## Why does iron lose its moments when squeezed, and what do they do to the metal?

I am comparing two calculations of dhcp iron, a close-packed form with four layers to a repeat. Everyday iron has another structure, body-centred cubic, so the moments below aren't those of the common metal. One started from moments pointing up and down in alternate layers, the other has spin switched off. The volume scale is the volume divided by that of the relaxed cell, and negative pressure means tension.

Dhcp iron with PBEsol in Ansatz 0.2.0 (scalar-relativistic PAW, plane waves to 420 eV), each relaxed cell scaled uniformly. The antiferromagnetic start has 9.88 Å³ per atom at scale 1, a 17×17×5 k mesh and 0.05 eV Fermi-Dirac smearing; the non-magnetic one has 9.87 Å³, 20×20×6 and 0.1 eV. Energies, at zero smearing, count from scale 1; pressures include the smearing.

| volume scale | energy change, antiferromagnetic start (meV/atom) | pressure, antiferromagnetic start (GPa) | largest site moment, antiferromagnetic start (μB) | energy change, non-magnetic start (meV/atom) | pressure, non-magnetic start (GPa) |
| --- | --- | --- | --- | --- | --- |
| 0.88 | 174.6 | 53.49 | 0.00 | 174.8 | 54.41 |
| 0.92 | 71.5 | 31.25 | 0.00 | 70.5 | 32.10 |
| 0.96 | 16.4 | 13.77 | 0.30 | 15.5 | 14.27 |
| 1 | 0.0 | -0.06 | 0.47 | 0.0 | 0.00 |
| 1.04 | 13.9 | -10.67 | 0.69 | 16.0 | -11.41 |
| 1.08 | 49.5 | -17.60 | 1.07 | 57.3 | -20.52 |
| 1.12 | 98.9 | -21.85 | 1.43 | 118.6 | -27.78 |

1. Why does the moment grow when the metal is stretched?
2. The start was antiferromagnetic. Is the result?
3. At what compression does the magnetism disappear?
4. How much energy do the moments save, and which differences can I trust?
5. Why is the magnetic metal under less tension when stretched, and does that agree with the energies?
6. Would it matter if the cell could change its shape?

## Answer

Three sizes are worth remembering. Lengthening all distances by about 8 %, the cube root of 1.12/0.88, takes this iron from no moment to more than 1 μB on its more magnetic sites. At the largest volume the moments save roughly 20 meV per atom. They also take about 6 GPa off the tension.

### 1. Moment and volume

A moment forms when some electrons change from one spin direction to the other. This has a price, because the electrons that change must move into higher band levels. It also brings a gain, because electrons of like spin avoid each other and so repel less, which is the exchange energy. The balance between the two is the Stoner picture of magnetism in a metal.

Volume acts mainly on the price. The d orbitals of neighbouring atoms overlap less as the atoms move apart, so the d bands become narrower. The same number of levels then fits into a smaller range of energy, and electrons can change spin without climbing as far. The exchange gain arises mostly within each atom and changes much less.

The largest site moment follows this expectation: it is zero in the two most compressed rows and then rises with every step in volume. The link through the band width is standard theory; the table itself shows only that moment and volume rise together.

### 2. The magnetic order

No row ends as a true antiferromagnet, in which the opposite moments cancel. The printed moment belongs to the more magnetic half of the layers. At scales 0.96 and 1 the other half carries almost nothing. From 1.04 upwards it carries a smaller, opposite moment, which makes the metal a ferrimagnet.

The stacking explains why cancellation isn't required. The layers follow the order ABAC, so every A layer lies between two different layers, B and C, while every B or C layer lies between two A layers. Alternate layers are therefore different kinds of site, and each kind can develop its own moment. In hcp iron, stacked ABAB, the two layers are equivalent, and the same up-and-down pattern can cancel exactly by symmetry.

This matters when reading a net moment. Between scales 1.08 and 1.12 the larger site moment and the opposed one each grow by roughly 0.35 μB. The net moment of the cell hardly moves, although both kinds of site become clearly more magnetic. A stalled net moment is thus no sign that the magnetism has stopped growing.

### 3. Where the magnetism disappears

With this starting pattern, the moments vanish somewhere between scales 0.96 and 0.92, which correspond to pressures of about 14 and 31 GPa. The two most compressed runs did start with moments and lost them on the way to the solution. With one magnetic row next to the collapse, the table can't tell a gradual fade from a jump.

The bracket should be read with some caution. At 0.96 the total energies of the two runs differ by only 0.6 meV per atom, which is less than their different settings alone can cause (see question 4). The magnetic saving there is too small to resolve, and a denser k mesh or another smearing could move the onset.

The method has a known weakness here too. Functionals of this kind give hcp iron, a close relative, too small a volume at low pressure. The onset pressures therefore describe this calculation better than they describe real iron.

### 4. Energy saved, and what to trust

The two runs differ in more than spin: their k meshes, smearing widths and relaxed volumes aren't the same. The two most compressed rows show what this costs, because there both runs are non-magnetic and should agree. They still differ by up to 1.7 meV per atom in total energy and 0.9 GPa in pressure. Differences of that size elsewhere should not be credited to magnetism.

By this measure the total-energy difference of 1.5 meV per atom at the relaxed volume is too small to count as a magnetic saving. At 1.04 it is about twice the mismatch, which is suggestive. At 1.08 and 1.12 it reaches 9 and 21 meV per atom, and the magnetic saving is beyond doubt.

In the expanded rows the energy columns of the table show slightly smaller gaps, because each column counts from its own relaxed cell. That sets the small difference at scale 1 to zero. For the cost of stretching this is the right comparison: at 1.12 the magnetic metal needs 17 % less energy than the metal without spin.

One source of error is common to both runs and can't show up in their mismatch. The atomic datasets were made for the functional PBE, whereas the calculation uses PBEsol. The moments and the onset may be shifted by this, so the second decimal of a moment shouldn't be taken as a property of iron.

### 5. Less tension from a growing saving

Pressure measures how steeply the energy falls as the volume increases. A magnetic saving that was the same at every volume would leave the pressure unchanged. Here the saving grows as the metal is stretched, so further stretching is partly repaid, and the metal pulls back less strongly. At 1.12 the tension is 21.8 GPa with moments and 27.8 GPa without.

The argument can be turned into an estimate: the pressure gap between the runs, added up over the volume, should return their energy gap. From scale 1 to 1.12 there are three steps of 0.04 × 9.88 Å³ ≈ 0.395 Å³ per atom. The gaps at the four volumes are −0.06, 0.74, 2.92 and 5.93 GPa. With the two end values counted half, they add up to 6.6 GPa.

Multiplying by the step gives 6.6 × 0.395 ≈ 2.6 GPa·Å³. Since 1 eV/Å³ is about 160 GPa, this is some 16 meV per atom. One correction remains: the pressures include the entropy of the smeared electrons, which the tabulated energies leave out. The run without spin has the wider smearing, and allowing for the difference adds 4.2 meV.

The result is 20.5 meV per atom, against 19.7 meV from the energy columns, or 4 % too high. Most of the excess has a simple source. The pressure gap curves upwards with volume, and the straight lines drawn between the rows run above such a curve. The estimate has no adjustable constant, and its steps are in the output printed below.

This agreement shows that pressures and energies tell the same story. It doesn't test why the moments form, which rests on the argument under question 1. The pressures also have their own limit of trust. At 1.04 the gap is smaller than the mismatch of the non-magnetic rows. It has the opposite sign, though, so the different settings probably hide part of the magnetic effect there instead of imitating it. Only at 1.08 and 1.12 is the gap well beyond the mismatch in size.

### 6. Letting the shape change

It would matter most in the stretched metal. All edges were scaled together, so the cell couldn't choose its own ratio of height to width. At 1.12 the magnetic cell pulls inwards more strongly within the layers than across them, by 5.8 GPa. Without spin the two directions differ by only 0.5 GPa, so the uneven pull comes with the moments.

At a fixed volume the magnetic cell would therefore lower its energy by becoming narrower and taller. How much it would gain takes a new relaxation to find out. The saving of 21 meV per atom thus belongs to this cell shape and this magnetic order. Another arrangement of the moments might lie lower still, and a search for the ground state would have to compare several starts.

Printed output of the fit:

```
Sublattices and net moment:
   row  larger site moment (muB)  other site moment (muB)  net moment per four atoms (muB)
  0.88                         0                        0                                0
  0.92                         0                        0                                0
  0.96                       0.3                    0.008                            0.623
   1.0                      0.47                   -0.022                            0.893
  1.04                      0.69                   -0.125                            1.118
  1.08                      1.07                   -0.384                            1.363
  1.12                      1.43                   -0.721                            1.396
Magnetic run against run without spin:
   row  total energy lower by (meV/atom)  pressure higher by (GPa)  energy change smaller by (meV/atom)
  0.88                              1.66                     -0.92                                  0.2
  0.92                              0.55                     -0.85                                   -1
  0.96                              0.61                      -0.5                                 -0.9
   1.0                              1.51                     -0.06                                    0
  1.04                              3.58                      0.74                                  2.1
  1.08                              9.29                      2.92                                  7.8
  1.12                             21.25                      5.93                                 19.7
Growth of the larger site moment from scale 1.08 to 1.12 (muB): 0.36
Growth in size of the opposed site moment from scale 1.08 to 1.12 (muB): 0.337
Growth of the net moment per four atoms from scale 1.08 to 1.12 (muB): 0.033
Expansion energy at 1.12 smaller in the magnetic run by (percent): 16.61
Tension at 1.12 smaller in the magnetic run by (percent): 21.35
Largest energy gap of the two control rows, 0.88 and 0.92 (meV/atom): 1.66
Largest pressure gap of the two control rows, 0.88 and 0.92 (GPa): 0.92
Energy gap at 1.12 from the summed pressure gap alone (meV/atom): 16.27
Correction for the different smearing (meV/atom): 4.224
Energy gap at 1.12 from pressure with this correction (meV/atom): 20.49
Energy gap at 1.12 read from the energy columns (meV/atom): 19.7
Stress along c less stress in the plane at 1.12, magnetic run (GPa): 5.843
Stress along c less stress in the plane at 1.12, run without spin (GPa): -0.5027
```
